**Plane-wave cutoffs of the pseudo-waves of a Dy potential: forecasts for the d channel**

The table holds, for eight s, p and d waves of one ONCVPSP norm-conserving potential for Dy (PBE, scalar-relativistic, 4f9 in the core), the norm inside the radius, the kinetic energy above the optimisation wave number qc and the cutoffs for residual errors of 10 to 0.01 mHa. The program tests radius scaling (q·rc constant), optimisation scaling (E/Ec constant, Ec = qc²/2) and a power-law tail on the s and p rows, then forecasts the two withheld d rows. Radius scaling reproduces the s and p cutoffs at 1 mHa within 17 % but is 42–55 % low for d, while optimisation scaling is 2–55 % high. All d cutoffs and norms lie inside the wide forecast ranges, with centres off by up to 42 %, whereas the residual at qc is thousands of times below its forecast. The p projector 3 wave is the hardest at every tolerance.

ONCVPSP 4.0.1, scalar-relativistic PBE: optimised norm-conserving pseudopotential for Dy, core [Kr] 4d10 4f9, reference valence 5s2 5p6 5d1 6s0.5. For s, p and d in turn, the radii are 2.1, 1.55 and 3.2 bohr, qcut is 5.4, 6.3 and 5.8 per bohr, with 3, 4 and 3 matching conditions and 6, 7 and 8 Bessel functions. Cutoffs are for the stated residual kinetic energy per electron.

## Script

```python
# Table: per-wave norm, residual kinetic energy above qc and cutoffs for a Dy pseudopotential
# (ONCVPSP 4.0.1, PBE, scalar-relativistic, 4f9 in core). Tested: radius scaling (q*rc constant),
# optimisation scaling (E/Ec constant), power-law tail E^-(M-1/2); forecasts for withheld d waves.
T = {
    'wave': ['5s', '6s', 's projector 3', '5p', 'p projector 2', 'p projector 3', '5d', 'd projector 2'],
    'wave_norm_inside_radius': [0.9575, 0.08973, 0.1125, 0.5885, 0.05797, 0.05008, 0.8048, 0.1218],
    'wave_kinetic_energy_above_qcut': [0.00737, 0.0102, 0.0364, 0.798, 0.865, 2.81, 2.1e-07, 6.43e-07],  # mHa
    'wave_cutoff_for_10_mHa': [6.39, 3.51, 6.88, 13.7, 12.9, 16.82, 6.31, 5.77],  # Ha
    'wave_cutoff_for_1_mHa': [9.96, 9.72, 10.98, 19.53, 19.5, 23.71, 8.47, 8.2],  # Ha
    'wave_cutoff_for_a_tenth_mHa': [12.12, 12.41, 13.56, 52.34, 35.67, 85.92, 10.39, 10.29],  # Ha
    'wave_cutoff_for_a_hundredth_mHa': [14.58, 14.74, 19.06, 63.71, 62.53, 109.1, 12.02, 12.05],  # Ha
}
HELD = [6, 7]  # rows withheld from the fit
import numpy as np
from scipy.special import gammainc
S = {'s': (2.1, 5.4, 3), 'p': (1.55, 6.3, 4), 'd': (3.2, 5.8, 3)}  # run settings: rc, qc, M
K = ['wave_cutoff_for_10_mHa', 'wave_cutoff_for_1_mHa', 'wave_cutoff_for_a_tenth_mHa', 'wave_cutoff_for_a_hundredth_mHa']
tol = [10, 1, 0.1, 0.01]
w, N, R = T['wave'], T['wave_norm_inside_radius'], T['wave_kinetic_energy_above_qcut']
ch = [n[0] if n[0] in 'spd' else n[1] for n in w]
kn = [i for i in range(len(w)) if i not in HELD]
si = [i for i in kn if ch[i] == 's']; pi = [i for i in kn if ch[i] == 'p']
Ec = {c: S[c][1]**2/2 for c in S}
E = lambda i, k: T[K[k]][i]
x = lambda i, k: np.sqrt(2*E(i, k))*S[ch[i]][0]
f = lambda i, k: E(i, k)/Ec[ch[i]]
gm = lambda a: float(np.exp(np.mean(np.log(a))))
print('cutoffs are rounded to about 0.005 Ha; tolerances 10, 1, 0.1, 0.01 mHa')
for c in S:
    print(f'{c}: rc {S[c][0]} bohr, Ec {Ec[c]:.2f} Ha, qc*rc {S[c][0]*S[c][1]:.2f}, matching conditions {S[c][2]}')
for i in kn:
    print(f'{w[i]}: q*rc', ' '.join(f'{x(i,k):.2f}' for k in range(4)), '| E/Ec', ' '.join(f'{f(i,k):.2f}' for k in range(4)))
for k in (0, 1):
    xm = np.mean([x(i, k) for i in kn]); fm = np.mean([f(i, k) for i in kn])
    print(f'{tol[k]} mHa, six rows: mean q*rc {xm:.2f}, error in E %', ' '.join(f'{100*((xm/x(i,k))**2-1):+.0f}' for i in kn))
    print(f'{tol[k]} mHa, six rows: mean E/Ec {fm:.2f}, error in E %', ' '.join(f'{100*(fm/f(i,k)-1):+.0f}' for i in kn))
print(f'5p/5s cutoff ratio: {E(3,0)/E(0,0):.2f} (10 mHa), {E(3,1)/E(0,1):.2f} (1 mHa); (rc_s/rc_p)^2 = {(S["s"][0]/S["p"][0])**2:.2f}')
print(f'residual at qc, geometric means: s {gm([R[i] for i in si]):.4f}, p {gm([R[i] for i in pi]):.2f} mHa')
ex = []
for i in pi:
    ex.append(np.log(R[i]/tol[3])/np.log(f(i, 3)))
    print(f'{w[i]} tail exponent (theory 3.5): Ec to 0.01 mHa {ex[-1]:.2f}; Ec to 0.1 {np.log(R[i]/tol[2])/np.log(f(i,2)):.2f}; 0.1 to 0.01 {np.log(10)/np.log(E(i,3)/E(i,2)):.1f}')
print(f'{w[2]} tail exponent, Ec to 0.01 mHa (theory 2.5): {np.log(R[2]/tol[3])/np.log(f(2,3)):.1f}')
assert min(E(i, k) - E(j, k) for i in pi for j in si for k in range(4)) > 0
assert min(R[i] for i in pi) > 10*max(R[i] for i in si)
assert all(2.5 < e < 4.5 for e in ex)
rc, qc, M = S['d']; P = []; A = []; B = []
for k in range(4):
    rows = kn if k < 2 else si   # p tails are unconverged at qc, left out below 1 mHa
    a = (np.mean([x(i, k) for i in rows])/rc)**2/2
    b = np.mean([f(i, k) for i in si])*Ec['d']; hi = max(f(i, k) for i in si)*Ec['d']
    g = np.sqrt(a*b); A.append(a); B.append(b)
    P.append((g, a, hi) if k < 2 else (min(b, Ec['d']), g, hi))
    print(f'd at {tol[k]} mHa: radius scaling {a:.2f} Ha, optimisation scaling {b:.2f} Ha, geometric mean {g:.2f} Ha')
rp = gm([R[i] for i in si])*(S['s'][0]*S['s'][1]/(rc*qc))**(2*M - 1)
nrm = lambda r: gammainc(7, 7*rc/r)   # u = r^3 exp(-zeta r); r = 5d mean radius, rough recalled 2.5 bohr
up = gm([N[i] for i in kn if N[i] < 0.3])
NP = [(nrm(2.5), nrm(2.9), nrm(2.1)), (up, 0.03, 0.5)]
io = lambda v, lo, hi: 'inside' if lo <= v <= hi else 'OUTSIDE'
for i, (c, lo, hi) in zip(HELD, NP):
    print(f'{w[i]} norm: forecast {c:.2f} ({lo:.2f} to {hi:.2f}), computed {N[i]:.4f}, miss {c-N[i]:+.2f}, {io(N[i],lo,hi)}')
    print(f'{w[i]} residual at qc: forecast {rp:.4f} ({rp/30:.5f} to {rp*30:.3f}) mHa, computed {R[i]:.3g}, computed/forecast {R[i]/rp:.3g}, {io(R[i],rp/30,rp*30)}')
    for k, (c, lo, hi) in enumerate(P):
        v = E(i, k)
        print(f'{w[i]} {tol[k]} mHa: forecast {c:.1f} ({lo:.1f} to {hi:.1f}) Ha, computed {v:.2f}, miss {100*(c/v-1):+.0f}%, {io(v,lo,hi)}; radius {100*(A[k]/v-1):+.0f}%, optimisation {100*(B[k]/v-1):+.0f}%')
    print(f'{w[i]}: q*rc', ' '.join(f'{x(i,k):.2f}' for k in range(4)), '| E/Ec', ' '.join(f'{f(i,k):.2f}' for k in range(4)))
print('d projector 2 / 5d cutoff ratio:', ' '.join(f'{E(HELD[1],k)/E(HELD[0],k):.2f}' for k in range(4)))
print('hardest wave per tolerance:', '; '.join(w[max(range(len(w)), key=lambda i: E(i, k))] for k in range(4)))
```

It prints:

```
cutoffs are rounded to about 0.005 Ha; tolerances 10, 1, 0.1, 0.01 mHa
s: rc 2.1 bohr, Ec 14.58 Ha, qc*rc 11.34, matching conditions 3
p: rc 1.55 bohr, Ec 19.84 Ha, qc*rc 9.77, matching conditions 4
d: rc 3.2 bohr, Ec 16.82 Ha, qc*rc 18.56, matching conditions 3
5s: q*rc 7.51 9.37 10.34 11.34 | E/Ec 0.44 0.68 0.83 1.00
6s: q*rc 5.56 9.26 10.46 11.40 | E/Ec 0.24 0.67 0.85 1.01
s projector 3: q*rc 7.79 9.84 10.94 12.97 | E/Ec 0.47 0.75 0.93 1.31
5p: q*rc 8.11 9.69 15.86 17.50 | E/Ec 0.69 0.98 2.64 3.21
p projector 2: q*rc 7.87 9.68 13.09 17.33 | E/Ec 0.65 0.98 1.80 3.15
p projector 3: q*rc 8.99 10.67 20.32 22.90 | E/Ec 0.85 1.19 4.33 5.50
10 mHa, six rows: mean q*rc 7.64, error in E % +4 +89 -4 -11 -6 -28
10 mHa, six rows: mean E/Ec 0.56, error in E % +27 +131 +18 -19 -14 -34
1 mHa, six rows: mean q*rc 9.75, error in E % +8 +11 -2 +1 +2 -17
1 mHa, six rows: mean E/Ec 0.88, error in E % +28 +32 +17 -11 -11 -27
5p/5s cutoff ratio: 2.14 (10 mHa), 1.96 (1 mHa); (rc_s/rc_p)^2 = 1.84
residual at qc, geometric means: s 0.0140, p 1.25 mHa
5p tail exponent (theory 3.5): Ec to 0.01 mHa 3.75; Ec to 0.1 2.14; 0.1 to 0.01 11.7
p projector 2 tail exponent (theory 3.5): Ec to 0.01 mHa 3.89; Ec to 0.1 3.68; 0.1 to 0.01 4.1
p projector 3 tail exponent (theory 3.5): Ec to 0.01 mHa 3.31; Ec to 0.1 2.28; 0.1 to 0.01 9.6
s projector 3 tail exponent, Ec to 0.01 mHa (theory 2.5): 4.8
d at 10 mHa: radius scaling 2.85 Ha, optimisation scaling 6.45 Ha, geometric mean 4.29 Ha
d at 1 mHa: radius scaling 4.64 Ha, optimisation scaling 11.79 Ha, geometric mean 7.40 Ha
d at 0.1 mHa: radius scaling 5.46 Ha, optimisation scaling 14.65 Ha, geometric mean 8.95 Ha
d at 0.01 mHa: radius scaling 6.92 Ha, optimisation scaling 18.60 Ha, geometric mean 11.34 Ha
5d norm: forecast 0.79 (0.65 to 0.91), computed 0.8048, miss -0.02, inside
5d residual at qc: forecast 0.0012 (0.00004 to 0.036) mHa, computed 2.1e-07, computed/forecast 0.000176, OUTSIDE
5d 10 mHa: forecast 4.3 (2.8 to 7.9) Ha, computed 6.31, miss -32%, inside; radius -55%, optimisation +2%
5d 1 mHa: forecast 7.4 (4.6 to 12.7) Ha, computed 8.47, miss -13%, inside; radius -45%, optimisation +39%
5d 0.1 mHa: forecast 14.6 (8.9 to 15.6) Ha, computed 10.39, miss +41%, inside; radius -47%, optimisation +41%
5d 0.01 mHa: forecast 16.8 (11.3 to 22.0) Ha, computed 12.02, miss +40%, inside; radius -42%, optimisation +55%
5d: q*rc 11.37 13.17 14.59 15.69 | E/Ec 0.38 0.50 0.62 0.71
d projector 2 norm: forecast 0.07 (0.03 to 0.50), computed 0.1218, miss -0.05, inside
d projector 2 residual at qc: forecast 0.0012 (0.00004 to 0.036) mHa, computed 6.43e-07, computed/forecast 0.00054, OUTSIDE
d projector 2 10 mHa: forecast 4.3 (2.8 to 7.9) Ha, computed 5.77, miss -26%, inside; radius -51%, optimisation +12%
d projector 2 1 mHa: forecast 7.4 (4.6 to 12.7) Ha, computed 8.20, miss -10%, inside; radius -43%, optimisation +44%
d projector 2 0.1 mHa: forecast 14.6 (8.9 to 15.6) Ha, computed 10.29, miss +42%, inside; radius -47%, optimisation +42%
d projector 2 0.01 mHa: forecast 16.8 (11.3 to 22.0) Ha, computed 12.05, miss +40%, inside; radius -43%, optimisation +54%
d projector 2: q*rc 10.87 12.96 14.52 15.71 | E/Ec 0.34 0.49 0.61 0.72
d projector 2 / 5d cutoff ratio: 0.91 0.97 0.99 1.00
hardest wave per tolerance: p projector 3; p projector 3; p projector 3; p projector 3
```
